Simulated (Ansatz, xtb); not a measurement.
**Ranking isomers of F2Ga2H4O2**

3 gas-phase structures of F2Ga2H4O2, from a drawn sample of its isomers (lower ones may exist). Each was relaxed with GFN2-xTB:

A. `[F][Ga@H-]1[OH+][Ga@H-]([F])[OH+]1`, a singlet
B. `[F][Ga-]1([F])[OH+][GaH2-][OH+]1`, a singlet
C. `[F][Ga@H-]1[OH+][Ga@@H-]([F])[OH+]1`, a singlet

Task: Estimate their order in r2SCAN-D4/def2-SVP energy at these geometries, lowest first.

Result: Calculated order at r2SCAN-D4/def2-SVP: A (0.0), C (5.9), B (16.4) kJ/mol.

Energies above the lowest of each column, in kJ/mol; the last columns are at PBE0-D4/def2-SVP geometries:

```csv
structure,GFN2-xTB,HF/STO-3G,r2SCAN-D4/def2-SVP,PBE0-D4/def2-SVP,CCSD(T)/def2-SVP + ΔMP2/def2-TZVPP
A,3.8,0.0,0.0,0.7,0.0
C,0.0,8.6,5.9,0.0,0.5
B,85.1,17.9,16.4,22.2,18.9
```

CCSD(T)/def2-SVP + ΔMP2/def2-TZVPP has A and C within 1 kcal/mol of each other at the bottom, and every level picks one of them. ΔMP2 is the change of the MP2 energy from the smaller to the larger basis.

Programs: Ansatz 0.2.0, xtb 6.7.1.

The firm result is the position of B: placing both fluorines on one gallium and both hydrides on the other costs energy at every level. All three isomers share the hydroxide-bridged four-membered ring, so the penalty reflects how the terminal ligands are distributed. Bent's rule offers a probable reason: with one hydride per gallium, each metal can direct s character into its Ga–H bond and leave p character for the bonds to fluorine and oxygen, whereas in B two hydrides compete for the s character of one centre.

GFN2-xTB gets the direction right but exaggerates the penalty at 85.1 kJ/mol, against 16.4 with r2SCAN at the same geometries. This points to its approximate Hamiltonian rather than to the structures.

A and C differ only in the relative orientation of fluorine and hydride across the ring, which leaves the bonding at each metal almost unchanged. Their r2SCAN gap of 5.9 kJ/mol is therefore no secure preference, and vibrational and thermal contributions could decide which dominates in the gas phase.
